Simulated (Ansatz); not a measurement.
Co: pressure and energy above lowest point against volume scale

Results calculated with Ansatz 0.2.0, not measured. Free energy against uniform scaling of the volume at fixed shape and fractions; periodic cell, basis, potentials, k mesh and filling as listed.

The cell before it is scaled or strained (space group P-3m1, No. 164):
```
cell vectors (Å)
   2.4874     0.0000     0.0000
  -1.2437     2.1541     0.0000
   0.0000     0.0000     4.0633
atoms (fractions of the cell vectors)
Co  0.66667  0.33333  0.25986
Co  0.33333  0.66667  0.74014
```

Settings of every row: functional r2SCAN; dispersion none; potentials PAW; wave cutoff 550 eV; density cutoff 2200 eV; k mesh 13x13x7; k shift 0x0x0; occupations fermi dirac; smearing width 0.1 eV; spin collinear.

Limits: a known weakness of the program can leave such a cell on a higher state; coarse k mesh, up to 40 meV an atom off; state may not be the lowest; the cell comes from a prototype or a list of computed structures and needn't be the stable phase.

| row | volume scale | V (Å³/atom) | pressure (GPa) | energy above lowest point (meV/atom) |
| --- | --- | --- | --- | --- |
| 1 | 0.94 | 10.233 | 14.41 | 31.1 |
| 2 | 0.96 | 10.45 | ? | ? |
| 3 | 0.98 | 10.668 | 5.37 | 4.6 |
| 4 | 1 | 10.886 | 1.49 | 0 |
| 5 | 1.02 | 11.104 | -2.01 | 0.4 |
| 6 | 1.04 | 11.321 | -5.18 | 5.3 |
| 7 | 1.06 | 11.539 | -8.03 | 14.3 |

Question: what pressure and energy above lowest point should row 2 give?

Worked fit of pressure. Take u = (V_r/V)^(2/3) − 1 with V_r = 10.995 Å³ an atom, which is twice the finite (Eulerian) strain; such expansions in the strain, on which the Birch-Murnaghan equation of state is built, carry the rest volume and the bulk modulus. The shown rows have u = 0.04905, 0.02033, 0.00666, -0.00655, -0.01929, -0.03168. Least squares give pressure = −0.311 + 265.74 × u + 700 × u² GPa; a straight line predicts inner rows, each left out in turn, worse (root mean square 0.47 against 0.012 GPa). The rows lie off it by 0.00, -0.01, 0.00, 0.01, 0.00, 0.00. The withheld row has u = 0.03447, so the fit gives −0.311 + 265.74 × (0.03447) + 700 × (0.03447)² = 9.68 GPa.

The calculation gave 9.67 GPa. The fit lies 0.01 GPa (0.045 % of the column's range) above it, one unit of the last digit.

Worked fit of energy above lowest point. Take u = (V_r/V)^(2/3) − 1 with V_r = 10.995 Å³ an atom, which is twice the finite (Eulerian) strain; such expansions in the strain, on which the Birch-Murnaghan equation of state is built, carry the rest volume and the bulk modulus. The shown rows have u = 0.04905, 0.02033, 0.00666, -0.00655, -0.01929, -0.03168. Least squares give energy above lowest point = −0.4 − 32.5 × u + 13671 × u² + 1717 × u³ meV/atom; a parabola predicts inner rows, each left out in turn, worse (root mean square 0.036 against 0.013 meV/atom). All shown rows lie on it to the printed digit. The withheld row has u = 0.03447, so the fit gives −0.4 − 32.5 × (0.03447) + 13671 × (0.03447)² + 1717 × (0.03447)³ = 14.8 meV/atom.

The calculation gave 14.8 meV/atom. The fit meets it to the printed digit.
